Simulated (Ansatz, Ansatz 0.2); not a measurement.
# Blind prediction of the lowest direct transition at K in 2H-WSe₂

## Background

The quantity to be predicted is the energy of the first direct optical transition at the K point of 2H-WSe₂, from the top valence level to the conduction band. It was determined by spectroscopic ellipsometry on exfoliated thick multilayer flakes lying on silicon. Ellipsometry records the change of polarisation on reflection; a transition energy follows from it through a model of the layer stack and of the line shape. What is observed near this edge is an excitonic resonance, which lies somewhat below the corresponding band-to-band energy. The temperature is not given with the value. This is a blind prediction: the measured energy stays closed until we have committed to an estimate. The second transition at K is computed as well, but is not compared here.

## Strategy

We aim to predict the first K transition within 0.25 eV. That is a demanding limit for a semilocal functional, which usually places such gaps a few tenths of an eV too low. It is also smaller than the spin-orbit splitting we expect between the two upper valence levels at K, so a calculation that misplaces the top level by the whole splitting should not pass unnoticed.

The model is the bulk 2H crystal with six atoms in the cell, a fair stand-in for thick flakes. We use the database cell COD 9009146, with a = 3.290 Å and c = 12.970 Å. Its a is about 0.2 % long, which should lower the direct gap at K slightly.

Tungsten makes spin-orbit coupling indispensable, so we begin with it. A scalar-relativistic calculation is cheaper, but it leaves only the interlayer splitting of the valence levels at K and puts the top level too low. We shall use one to measure the shift, then check the plane-wave cutoff and set another functional beside the result. The independent-particle treatment leaves out the electron-hole attraction, whose binding energy in the bulk is small, roughly below 0.1 eV. A quasiparticle calculation with the electron-hole interaction would be the fuller treatment; it is not shown in this report.

System: WSe2, 2H; P6_3/mmc (no. 194), 6 atoms, a, b, c = 3.290, 3.290, 12.970 A; an old database entry (such entries can lie 0.1 to 0.7 % off later lattice determinations), COD 9009146; note on this database entry: a about 0.2 % long.

## 1. Spin-orbit coupling from the start

We start with PBEsol and spin-orbit coupling at the database cell. The two transitions should be separated by several tenths of an eV, and we expect the first to come out too low because of the functional's gap error.

**Run 1.** Ansatz 0.2: PBEsol and spin-orbit coupling; PAW set soft_1 (PAW files made with PBE), 420 eV, SCF mesh 8x8x2; independent-particle spectrum on 9x9x2 interpolated by k.p, the sum completed beyond the bands summed, Gaussian lines exp(-(dE/s)^2) with s = 0.1 eV.

Key lines of the input:
```
crystal: [cell as above]
kpoints:
  mp_grid: { grid: [8, 8, 2] }
  band_path: [path through the special points]
scf:
  occupations: { method: fixed }
  n_extra_bands: 20
hamiltonian:
  xc: pbesol
  pseudopotentials: { kind: paw_fr, azcp: { folder: soft_1 }, xc_functional: pbe }
magnetization:
  noncollinear: true
  spin_orbit: true
output:
  optics:
    e_range: [0, 14]
    de: 0.025
    sigma: 0.1
    nscf_kmesh: { grid: [9, 9, 2] }
    kdotp_interpolation: "on"
    bands: { spectra_wanted_up_to: 14 }
  write_bands: true
```

Command:
```
ansatz run input.yaml --threads 4 --pin off --max-ram 8192MiB --backend cpu --events-out ev --progress --plain --runs-dir out
```

Selected lines of the output and, marked #, of the analysis:
```
[read from bands.tsv: gap on the path 0.870 eV, direct 1.304 eV]
# least_direct_gap_ev = 1.304175e0 at k(fractional) = 0.333333 0.333333 0.000000, k_point = 22, channel = 0, bands = 91 92 (counted from 0)
```

Converged; 49 min on 4 cores of Intel Xeon at 2.50GHz (Skylake/Cascade Lake), shared host. Warnings: optics_gap_not_shown_off_mesh (in short: For spectra treating the state as insulating, no gap beyond the smearing width was shown at high-symmetry points off the summed mesh, so low-energy eps1 and loss may be wrong).

| quantity | run 1 |
| --- | --- |
| K transition 1 (eV) | 1.304 |
| K transition 2 (eV) | 1.828 |

The smallest direct gap lies at K and is 1.304 eV. The second transition follows at 1.828 eV, so the two valence levels are 0.524 eV apart, about twice our target. The smallest gap along the band path, 0.870 eV, is indirect and is not the quantity sought.

The warning concerns the low-energy real part of the dielectric function and the loss spectrum. We take the transition from the band energies at K, so it does not touch this result.

We regard 1.304 eV as a probable underestimate, because a semilocal functional normally makes this kind of gap too small.

## 2. The spin-orbit shift and the cutoff

Two scalar-relativistic PBEsol runs at the same cell come next, one at 420 eV and one at 600 eV. The first shows how far the transition moves when spin-orbit coupling is left out; we expect it to rise by a few tenths of an eV. The pair tests the cutoff, strictly for the scalar level only, and we expect a change far below the target.

**Run 2.** Ansatz 0.2: PBEsol; PAW set soft_1 (PAW files made with PBE), 420 eV, SCF mesh 8x8x2; independent-particle spectrum on 9x9x2 interpolated by k.p, the sum completed beyond the bands summed, Gaussian lines exp(-(dE/s)^2) with s = 0.1 eV.

Key lines of the input, as changed from run 1:
```diff
  scf:
-   n_extra_bands: 20
+   n_extra_bands: 10
  hamiltonian:
-   pseudopotentials: { kind: paw_fr, azcp: { folder: soft_1 }, xc_functional: pbe }
- magnetization:
-   noncollinear: true
-   spin_orbit: true
+   pseudopotentials: { kind: paw, azcp: { folder: soft_1 }, xc_functional: pbe }
```

Selected lines of the output and, marked #, of the analysis:
```
[read from bands.tsv: gap on the path 0.939 eV, direct 1.518 eV]
# least_direct_gap_ev = 1.518316e0 at k(fractional) = 0.333333 0.333333 0.000000, k_point = 22, channel = 0, bands = 45 46 (counted from 0)
```

Converged; 2.4 min on the same hardware.

**Run 3.** Ansatz 0.2: PBEsol; PAW set soft_1 (PAW files made with PBE), 600 eV, SCF mesh 8x8x2; independent-particle spectrum on 9x9x2 interpolated by k.p, the sum completed beyond the bands summed, Gaussian lines exp(-(dE/s)^2) with s = 0.1 eV.

Key lines of the input, as changed from run 2:
```diff
+ basis:
+   ecutwfc: 600
```

Selected lines of the output and, marked #, of the analysis:
```
[read from bands.tsv: gap on the path 0.939 eV, direct 1.518 eV]
Basis set: ecut = 600 eV, 4119 PW (Γ)
# least_direct_gap_ev = 1.518345e0 at k(fractional) = 0.333333 0.333333 0.000000, k_point = 22, channel = 0, bands = 45 46 (counted from 0)
```

Converged; 4 min on the same hardware.

| quantity | run 2 | run 3 |
| --- | --- | --- |
| K transition 1 (eV) | 1.519 | 1.519 |
| K transition 2 (eV) | 1.774 | 1.774 |

Without spin-orbit coupling the first transition rises from 1.304 to 1.519 eV, and the separation of the two valence levels shrinks from 0.524 to 0.255 eV. What remains is the splitting by the interaction between the layers. The runs also differ in the kind of PAW potential, fully relativistic in one and scalar in the other, so the shift of 0.215 eV is not strictly that of the coupling alone. Its sign and size are nevertheless what the coupling should give. The scalar result may well lie nearer to experiment, but only because a missing spin-orbit shift offsets part of the gap error.

Raising the cutoff from 420 to 600 eV leaves both transitions unchanged at the meV level. The tabulated 1.519 eV and the printed least direct gap of 1.518 eV differ only in the last digit, which is immaterial here. At the scalar level the plane-wave basis is therefore no concern.

## 3. Two neighbouring functionals

The functional is now the main uncertainty. We set r2SCAN and PBE beside scalar PBEsol at the same cell. r2SCAN should open the gap by roughly 0.1 eV, and its shift will help to judge how far the spin-orbit result lies too low. PBE is the functional with which the PAW files were made; a value close to that of PBEsol would indicate that the mixed use of potentials does little harm here.

**Run 4.** Ansatz 0.2: r2SCAN; PAW set soft_1, 500 eV, SCF mesh 8x8x2; independent-particle spectrum on 9x9x2 interpolated by k.p, the sum completed beyond the bands summed, Gaussian lines exp(-(dE/s)^2) with s = 0.1 eV.

Key lines of the input, as changed from run 2:
```diff
  hamiltonian:
-   xc: pbesol
-   pseudopotentials: { kind: paw, azcp: { folder: soft_1 }, xc_functional: pbe }
+   xc: r2scan
+   pseudopotentials: { kind: paw, azcp: { folder: soft_1 } }
```

Selected lines of the output and, marked #, of the analysis:
```
[read from bands.tsv: gap on the path 1.096 eV, direct 1.647 eV]
Basis set: ecut = 500 eV, 3053 PW (Γ), exchange–correlation on 96×96×384 points (64 copies of the dense FFT grid, shifted against one another)
# least_direct_gap_ev = 1.646626e0 at k(fractional) = 0.333333 0.333333 0.000000, k_point = 22, channel = 0, bands = 45 46 (counted from 0)
```

Converged; 3.4 min on the same hardware.

**Run 5.** Ansatz 0.2: PBE; PAW set soft_1, 420 eV, SCF mesh 8x8x2; independent-particle spectrum on 9x9x2 interpolated by k.p, the sum completed beyond the bands summed, Gaussian lines exp(-(dE/s)^2) with s = 0.1 eV.

Key lines of the input, as changed from run 4:
```diff
  hamiltonian:
-   xc: r2scan
+   xc: pbe
```

Selected lines of the output and, marked #, of the analysis:
```
[read from bands.tsv: gap on the path 0.974 eV, direct 1.527 eV]
# least_direct_gap_ev = 1.527082e0 at k(fractional) = 0.333333 0.333333 0.000000, k_point = 22, channel = 0, bands = 45 46 (counted from 0)
```

Converged; 2.6 min on the same hardware.

| quantity | run 4 | run 5 |
| --- | --- | --- |
| K transition 1 (eV) | 1.647 | 1.527 |
| K transition 2 (eV) | 1.888 | 1.773 |

PBE gives 1.527 eV for the first transition, only 0.008 eV above scalar PBEsol. This gives no sign of harm from using PBE-made PAW files with PBEsol, though a small potential error and a small functional difference could offset each other. r2SCAN gives 1.647 eV, 0.128 eV above PBEsol and close to the rise we expected. Its cutoff is 500 eV rather than 420 eV; the cutoff made no visible difference for PBEsol, and a separate check for r2SCAN is not shown in this report. The separation of the two valence levels hardly depends on the functional: it is 0.241 eV with r2SCAN and 0.246 eV with PBE, against 0.255 eV with PBEsol.

All three of these values lack the spin-orbit shift, which in PBEsol lowers the first transition by about 0.2 eV. They therefore serve to gauge the functional and do not replace the spin-orbit result. The move from PBEsol to r2SCAN shows the direction in which a better description of the gap should go, but it does not measure the full gap error. That error has to be judged from general experience with semilocal functionals, and we end the calculations here.

## Prediction

K transition 1: 1.5 ± 0.3 eV.

The estimate rests on PBEsol with spin-orbit coupling, which gives 1.304 eV; this computed value is the one to be held against the target. To it we add a guessed correction of about 0.2 eV. The scalar runs put r2SCAN 0.128 eV above PBEsol, and we expect r2SCAN still to underestimate the gap somewhat. The electron-hole attraction, roughly below 0.1 eV in the bulk, takes back part of that remainder. Carrying the r2SCAN shift over to the spin-orbit level is itself an assumption.

The error bar reflects the spread of about 0.1 eV among the functionals and the usual gap error of a few tenths of an eV at this level. It is wider than the target of 0.25 eV, so the estimate cannot promise that the computed value will meet it.

## Measured values

Source: "Optical constants of several multilayer transition metal dichalcogenides measured by spectroscopic ellipsometry in the 300-1700 nm range: high-index, anisotropy, and hyperbolicity" (2022, arXiv:2203.13793).

| compared with | measured | source's wording or label | method |
| --- | --- | --- | --- |
| K transition 1 (eV) | ≈ 1.624 | A exciton resonance in in-plane Im(eps) | spectroscopic ellipsometry |

Conditions are those given with the value in the passage it was taken from; "not stated" means there, and the paper may say more elsewhere. The values are a selection: others may have been left out beforehand as unlike or outlying.

## Results at a glance

| run | settings | K transition 1 (eV) | deviation | cost |
| --- | --- | --- | --- | --- |
| 1 | PBEsol and spin-orbit coupling, PAW set soft_1 (PAW files made with PBE), 420 eV | 1.304 | −0.320 | 3.3 core-h |
| 2 | PBEsol, PAW set soft_1 (PAW files made with PBE), 420 eV | 1.519 | −0.105 | 9.5 core-min |
| 3 | PBEsol, PAW set soft_1 (PAW files made with PBE), 600 eV | 1.519 | −0.105 | 16 core-min |
| 4 | r2SCAN, PAW set soft_1, 500 eV | 1.647 | +0.023 | 14 core-min |
| 5 | PBE, PAW set soft_1, 420 eV | 1.527 | −0.097 | 10 core-min |
|  | measured | ≈ 1.624 |  |  |

Further runs on the same system, made beside this series (convergence steps with loose settings among them):

| further | settings | K transition 1 (eV) | deviation | cost | status |
| --- | --- | --- | --- | --- | --- |
| F1 | PBEsol, PAW set soft_1 (PAW files made with PBE), 420 eV, SCF mesh 8x8x2, independent-particle spectrum on 9x9x3 interpolated by k.p, cell relaxed with D3(BJ) (-7.7 % in volume) | 1.652 | +0.028 | 5.6 core-min |  |
| F2 | PBEsol, PAW set soft_1 (PAW files made with PBE), 420 eV, SCF mesh 8x8x2, independent-particle spectrum on 9x9x2 interpolated by k.p, cell relaxed (+0.8 % in volume) | 1.597 | −0.027 | 14 core-min |  |
| F3 | LDA, PAW set soft_1 (PAW files made with PBE), 420 eV, SCF mesh 8x8x2, independent-particle spectrum on 9x9x2 interpolated by k.p | 1.511 | −0.113 | 11 core-min |  |
| F4 | PBEsol, PAW set soft_1 (PAW files made with PBE), 420 eV, SCF mesh 3x3x1, independent-particle spectrum on 9x9x2 interpolated by k.p | 1.498 | −0.126 | 12 core-min |  |
| F5 | PBEsol, PAW set soft_1 (PAW files made with PBE), 300 eV, SCF mesh 8x8x2, independent-particle spectrum on 9x9x2 interpolated by k.p | 1.519 | −0.105 | 11 core-min | warnings: cutoff_below_recommended |
|  | measured | ≈ 1.624 |  |  |  |

## How well does the simulation do?

The computed value misses the target: PBEsol with spin-orbit coupling gives 1.304 eV against about 1.624 eV measured, 0.320 eV too low where 0.25 eV was allowed. It cost 3.3 core-hours. Our separate estimate of 1.5 ± 0.3 eV covers the measurement, but with an error bar wider than the target.

The scalar runs come closer, r2SCAN to within 0.023 eV, through a cancellation. They leave out spin-orbit coupling, which lowers the transition by about 0.2 eV in PBEsol, and this offsets the gap error. All four scalar runs fall inside the target, so the limit of 0.25 eV does not catch the omission of spin-orbit coupling, as the Strategy might suggest: leaving it out moves the transition by well under the whole valence splitting. The comparison with and without coupling was therefore the most useful step. The cutoff test changed nothing visible, and PBE added little. Among the further runs, a coarse 3x3x1 SCF mesh lowers the scalar value by only about 0.02 eV; a mesh denser than 8x8x2 is not shown in this report.

The measured energy is an exciton resonance, so the one-particle transition lies above it by a modest binding energy. Thermal motion, if the flakes were at room temperature as we suppose, has lowered it further. Both corrections widen the miss. One point works the other way. Spin-orbit coupling also splits the conduction levels at K slightly, and in WSe₂ the bright A line is generally assigned to the upper of them, a few hundredths of an eV above the smallest direct gap taken here. That is too little to bring the value within the target. The main cause is probably the semilocal gap error, of which the step to r2SCAN recovers 0.128 eV at the scalar level.

The cell can shift the transition about as much as the step to r2SCAN; runs 1 to 5 all keep the database cell. In the further scalar PBEsol runs, relaxed cells raise the transition by about 0.08 eV, or by about 0.13 eV with D3(BJ). These cells are 0.8 % larger and 7.7 % smaller in volume, so they show sensitivity to the geometry, not a better cell, and they do not isolate the effect of a. An a only 0.2 % long should account for no more than a small part of the miss. How far a better cell and r2SCAN would together raise the spin-orbit result is not shown in this report. A quasiparticle calculation with spin-orbit coupling and the electron-hole interaction would be the natural next step.

[Logs are printed without paths, hosts, clocks, repeated set-up lines and the standing remarks that a program may print on its own settings, such as how far it seeks lower states.]

[The runs shown are a pick from a larger set of finished runs; failed, doubtful and other runs were left out of it ahead of writing. So were measured values far from every level or from commonly accepted values, and agreement can look better than it is. Lines of input and output are excerpts and may be shortened.]
